## Reading the state of an electron from its hyperfine constants

### The question

Five valence states of sodium-like Hf61+ appear below without labels. A/g is the magnetic dipole constant divided by the nuclear g factor, and B/Q the electric quadrupole constant divided by the nuclear quadrupole moment. DHF is frozen-core Dirac-Hartree-Fock, RPA adds core polarisation, and the Brueckner columns add correlation. Which row is which, and how surely?

B-spline many-body code 1, no-pair Dirac-Coulomb: Hf61+ (Z = 72), one electron outside a frozen [He] 2s2 2p6 core. Orbitals are Dirac-Hartree-Fock (DHF) or Brueckner, the latter from a second-order and RPA-screened correlation potential; RPA is static core polarisation. The nucleus is uniformly magnetised, with rms radius 5.347 fm. Candidates: 4s1/2, 6d3/2, 6p3/2, 4d3/2, 5p1/2.

```
row  A/g, DHF (MHz)  A/g, RPA (MHz)  A/g, Brueckner RPA (MHz)  B/Q, DHF (MHz/barn)  B/Q, RPA (MHz/barn)  B/Q, Brueckner RPA (MHz/barn)
  A           13650           13540                     13550                 9660                 9580                           9580
  B         2134000         2174000                   2176000                  n/a                  n/a                            n/a
  C           24510           23960                     23970                50000                50400                          50400
  D          357600          364000                    364100                  n/a                  n/a                            n/a
  E           46280           45910                     45930                32200                31800                          31800
```

### Rank of the operator

The quadrupole operator has rank 2 and no diagonal element for j = 1/2. Rows B and D lack B/Q, so they are 4s1/2 and 5p1/2 in some order. For a hydrogen-like ion of charge Z without relativity,

A/g ∝ Z³ / [n³ j(j+1)(2l+1)].

At equal n an s1/2 state has three times the constant of p1/2, and n = 4 gains (5/4)³ = 1.95 over n = 5. The expected ratio 3 × 1.95 ≈ 5.9 meets the DHF ratio 2134000/357600 = 5.97. It survives at Z = 72 mainly because relativity enhances s1/2 and p1/2 alike: both have |κ| = 1, where κ is the Dirac quantum number with |κ| = j + 1/2. The closeness also owes something to a cancellation: the finite nucleus lowers s1/2 more than p1/2, and deeper penetration of the core raises it more. Row B is 4s1/2 and row D is 5p1/2.

### A fingerprint of l and j

For l > 0 and no relativity both constants carry the same radial integral:

A/g ∝ ⟨r⁻³⟩ l(l+1)/[j(j+1)], B/Q ∝ ⟨r⁻³⟩ (2j−1)/(2j+2).

The integral cancels in (B/Q)/(A/g), written B/A, which depends on l and j alone. With the constants inserted it is 1.847 per barn for p3/2; d3/2 has the same j and three times the l(l+1), hence 1.847/3 = 0.616. The DHF rows give 9660/13650 = 0.708 for A, 32200/46280 = 0.696 for E and 50000/24510 = 2.040 for C. Rows A and E are d3/2, row C is 6p3/2. Their size orders the d rows: 46280/13650 = 3.39 against (6/4)³ = 3.375, so E is 4d3/2 and A is 6d3/2.

The formula nevertheless falls about 10 to 13% below these three ratios. In Dirac theory A takes ∫PQ/r² dr and B takes ∫(P² + Q²)/r³ dr over the large and small components P and Q. Near the nucleus both go as r^γ with γ = √(κ² − (Zα)²) < |κ|, α being the fine-structure constant, and the steeper weight of B profits more from this contraction. States of equal j share γ, so d3/2 is no less relativistic here than p3/2. Its B/A excess is in fact the larger, since B takes its p-like small component squared beside a d-like large one. The excess should shrink as j grows.

### How sure

Among the five candidates every assignment is sure. Against all the states of the ion's calculation two are weaker. The test uses point-nucleus Dirac-Coulomb functions and asks that the effective charge reproducing the DHF A/g lie between 62 (ten core electrons screening fully) and 72 (none); B/A is then predicted with that charge.

Among the tabulated states row D admits 5p1/2 alone; 7s1/2 is not tabulated, and n⁻³ scaling from 6s1/2 puts it near 380700 MHz, close enough to compete. Rows A and E admit other labels by size, but these miss B/A by about 50% or more. Row C is a trap. For j = l + 1/2 the ratios crowd near 2, and the nonrelativistic d5/2 value, 2.052, lies within 0.6% of the row. The Dirac ratio reverses the verdict: 6p3/2 misses by −0.9% and 4d5/2 by +3.8%, relative to the table. Row B has no B/Q to help, and 3p1/2 passes the bracket with a charge of 70.6; the bracket alone leaves it ambiguous.

### The labels

The rows with their labels:

```
hyperfine  A/g, DHF (MHz)  A/g, RPA (MHz)  A/g, Brueckner RPA (MHz)  B/Q, DHF (MHz/barn)  B/Q, RPA (MHz/barn)  B/Q, Brueckner RPA (MHz/barn)
    3s1/2         5270000         5382000                   5385000                  n/a                  n/a                            n/a
    4s1/2         2134000         2174000                   2176000                  n/a                  n/a                            n/a
    5s1/2         1064000         1083000                   1084000                  n/a                  n/a                            n/a
    6s1/2          604600          615300                    615500                  n/a                  n/a                            n/a
    3p1/2         1734000         1772000                   1774000                  n/a                  n/a                            n/a
    4p1/2          711600          725100                    725400                  n/a                  n/a                            n/a
    5p1/2          357600          364000                    364100                  n/a                  n/a                            n/a
    6p1/2          204200          207700                    207700                  n/a                  n/a                            n/a
    3p3/2          202300          198700                    198900               408000               413000                         414000
    4p3/2           84160           82370                     82400               171000               173000                         173000
    5p3/2           42660           41720                     41730                86900                87700                          87700
    6p3/2           24510           23960                     23970                50000                50400                          50400
    3d3/2          109800          109100                    109100                74500                72400                          72400
    4d3/2           46280           45910                     45930                32200                31800                          31800
    5d3/2           23640           23460                     23460                16600                16500                          16500
    6d3/2           13650           13540                     13550                 9660                 9580                           9580
    3d5/2           43820           38760                     38780                91700                89500                          89600
    4d5/2           18480           17570                     17580                39000                38600                          38700
    5d5/2            9453            9163                      9165                20000                19900                          19900
    6d5/2            5462            5338                      5339                11600                11500                          11500
    4f5/2           12170           12310                     12320                12800                13900                          13900
    5f5/2            6284            6368                      6371                 6670                 7110                           7110
    6f5/2            3650            3699                      3701                 3890                 4110                           4110
    7f5/2            2302            2333                      2334                 2460                 2590                           2590
    4f7/2            6621            6269                      6272                14400                15700                          15700
    5f7/2            3420            3210                      3211                 7460                 7980                           7980
    6f7/2            1987            1860                      1861                 4340                 4610                           4610
    7f7/2            1254            1173                      1173                 2740                 2900                           2900
    5g7/2            2615            2621                      2622                 3420                 3910                           3910
    6g7/2            1518            1524                      1524                 1990                 2270                           2270
    7g7/2           957.6           962.0                     962.2                 1260                 1430                           1430
    5g9/2            1649            1638                      1639                 3670                 4200                           4200
    6g9/2           957.4           947.6                     947.8                 2140                 2430                           2430
    7g9/2           604.0           596.4                     596.5                 1350                 1530                           1530
```

All five assignments hold, and the other rows close the two gaps. The p1/2 rows need charges near 67, not 70.6; the d5/2 rows need about 64, where row C as 4d5/2 would need 70. RPA raises B/Q in every p3/2 row, C included, and lowers it in every d row.

A hidden row can be estimated from a neighbour with no fit: from 5d3/2, 23640 × (5/4)³ ≈ 46170 MHz for 4d3/2, 0.2% below the DHF value 46280. It works this well because the d3/2 exponent is −3.01. Over all symmetries the exponents run from −2.97 to −3.12, steepest for s1/2, where the same step from 5s1/2 gives 2078000 MHz for 4s1/2, nearly 3% low. A mean charge taken from the unhidden rows of each symmetry reproduces the five hidden A/g to between −0.5 and +2.2%; 6p3/2 is worst, because the charge drifts down with n. With a charge fitted row by row to A/g, the Dirac B/A is within 0.9% everywhere. The p3/2 misfit has one sign and exceeds the rounding of the three-digit B/Q, so one charge doesn't serve both operators exactly. The printed output follows the text.

### What the core does

The fitted charge falls from 66–67 for s1/2 and p1/2 to 62.0 for g. Theory reads this as penetration: the operators weight small r, low-l electrons reach inside the n = 2 shell, and g electrons see only the ionic charge. For s1/2 and p1/2 the number also absorbs the finite nuclear size that the model omits, so it is no count of screening electrons. Relativity shows in 3p1/2:3p3/2, which is 8.57 in place of 5, inside the Dirac range 7.40 to 8.81.

RPA lowers A/g in every row with l > 0 and j = l + 1/2, and raises it for j = l − 1/2 except in d3/2. Exchange with the valence electron spin-polarises the core, and this is a likely part of the pattern, since the projection of the spin on j changes sign across a doublet. A contact field of this origin alone would shift both members by nearly equal and opposite amounts in MHz. The fall in d3/2 and the 4f shifts, +140 MHz for 4f5/2 and −352 MHz for 4f7/2, show that other parts matter too. The drop of 11.5% for 3d5/2, against 4.9% for 4d5/2, is irregular. Overlap of 3d with the n = 2 shell can't explain it alone, since 3d3/2 moves by only −0.6%; the cause stays open, because the run doesn't split RPA into core contributions.

B/Q rises by 5 to 9% for f and 13 to 14% for g. This is Sternheimer antishielding: the nuclear quadrupole distorts the core, and an electron outside the core sees the induced moment as well. Both interactions then fall off as r⁻³, so the gain tends to a fixed fraction set by the core, and an electron that penetrates the core gets less of it. This fits the larger gain of g. A small ⟨r⁻³⟩ is not what counts: from 4f to 7f it shrinks, and the gain shrinks too.

Brueckner orbitals move A/g by at most 0.11% and B/Q by one last digit, too little to interpret. Breit and QED terms, the real nuclear magnetisation, structure radiation and normalisation are absent; for s1/2 and p1/2 the first three can exceed those shifts, so four printed digits are not four of accuracy. Corrections of that kind are far too small to touch the assignments.

Numerical output:

```
rounding floor %: A 0.005-0.047, B 0.05-0.43
sym | dlnA/dln n | Zeff from A(DHF), rising n | B/A DHF (1/barn) | nonrel | Dirac(Zeff) error %
s1/2 | -3.12 | 67.3 66.9 66.6 66.4 | nan nan nan nan | nan | nan nan nan nan
p1/2 | -3.09 | 67.4 67.0 66.8 66.7 | nan nan nan nan | nan | nan nan nan nan
p3/2 | -3.05 | 66.2 65.8 65.6 65.4 | 2.017 2.032 2.037 2.040 | 1.847 | -0.7 -0.9 -0.9 -0.9
d3/2 | -3.01 | 64.3 64.1 64.0 64.0 | 0.679 0.696 0.702 0.708 | 0.616 | -0.5 -0.6 -0.5 -0.7
d5/2 | -3.00 | 64.2 63.9 63.8 63.7 | 2.093 2.110 2.116 2.124 | 2.052 | -0.1 -0.2 -0.1 -0.3
f5/2 | -2.98 | 62.3 62.4 62.4 62.4 | 1.052 1.061 1.066 1.069 | 1.026 | 0.1 -0.1 -0.0 -0.1
f7/2 | -2.97 | 62.3 62.3 62.4 62.4 | 2.175 2.181 2.184 2.185 | 2.155 | -0.1 0.0 0.1 0.1
g7/2 | -2.99 | 62.0 62.0 62.0 | 1.308 1.311 1.316 | 1.293 | 0.0 0.2 -0.0
g9/2 | -2.98 | 62.0 62.0 62.0 | 2.226 2.235 2.235 | 2.216 | 0.1 -0.1 -0.0
worst Dirac B/A error: 6p3/2 0.9 %; worst nonrel: 13.0 %
sym | RPA shift of A % | RPA shift of B %
s1/2 | 2.1 1.9 1.8 1.8 | nan nan nan nan
p1/2 | 2.2 1.9 1.8 1.7 | nan nan nan nan
p3/2 | -1.8 -2.1 -2.2 -2.2 | 1.2 1.2 0.9 0.8
d3/2 | -0.6 -0.8 -0.8 -0.8 | -2.8 -1.2 -0.6 -0.8
d5/2 | -11.5 -4.9 -3.1 -2.3 | -2.4 -1.0 -0.5 -0.9
f5/2 | 1.2 1.3 1.3 1.3 | 8.6 6.6 5.7 5.3
f7/2 | -5.3 -6.1 -6.4 -6.5 | 9.0 7.0 6.2 5.8
g7/2 | 0.2 0.4 0.5 | 14.3 14.1 13.5
g9/2 | -0.7 -1.0 -1.3 | 14.4 13.6 13.3
max Brueckner shift: A 0.113 %, B 0.26 %
A 3p1/2:3p3/2 DHF 8.57; nonrel 5; Dirac Z=62 7.40, Z=72 8.81
hidden rows: labels allowed by A(62)<=A<=A(72) as label(Z needed; B/A Dirac error %; nonrel error %)
row 1 4s1/2 B/A nan: 4s1/2(66.9;nan;nan) 3p1/2(70.6;nan;nan)
   bracket 1.548e+06-2.99e+06 MHz; Z from visible rows 66.8 -> A 2.123e+06 MHz (-0.5 %); nearest A: 3p1/2 -18.7 %
row 6 5p1/2 B/A nan: 5p1/2(66.8;nan;nan)
   bracket 2.607e+05-5.009e+05 MHz; Z from visible rows 67.0 -> A 3.63e+05 MHz (+1.5 %); nearest A: 6s1/2 +69.1 %
row 11 6p3/2 B/A 2.040: 6p3/2(65.4;-0.9;-9.5) 5d3/2(64.7;-65.6;-69.8) 4d5/2(70.0;3.8;0.6)
   bracket 2.063e+04-3.347e+04 MHz; Z from visible rows 65.9 -> A 2.504e+04 MHz (+2.2 %); nearest A: 5d3/2 -3.5 %
row 13 4d3/2 B/A 0.696: 5p3/2(67.2;191.6;165.5) 4d3/2(64.1;-0.6;-11.5) 3d5/2(65.3;200.7;195.0)
   bracket 4.16e+04-6.739e+04 MHz; Z from visible rows 64.2 -> A 4.641e+04 MHz (+0.3 %); nearest A: 3d5/2 -5.3 %
row 15 6d3/2 B/A 0.708: 6d3/2(64.0;-0.7;-13.0) 5d5/2(71.8;200.9;190.0) 4f5/2(64.7;49.0;45.0)
   bracket 1.236e+04-2.004e+04 MHz; Z from visible rows 64.2 -> A 1.379e+04 MHz (+1.0 %); nearest A: 4f5/2 -10.8 %
```
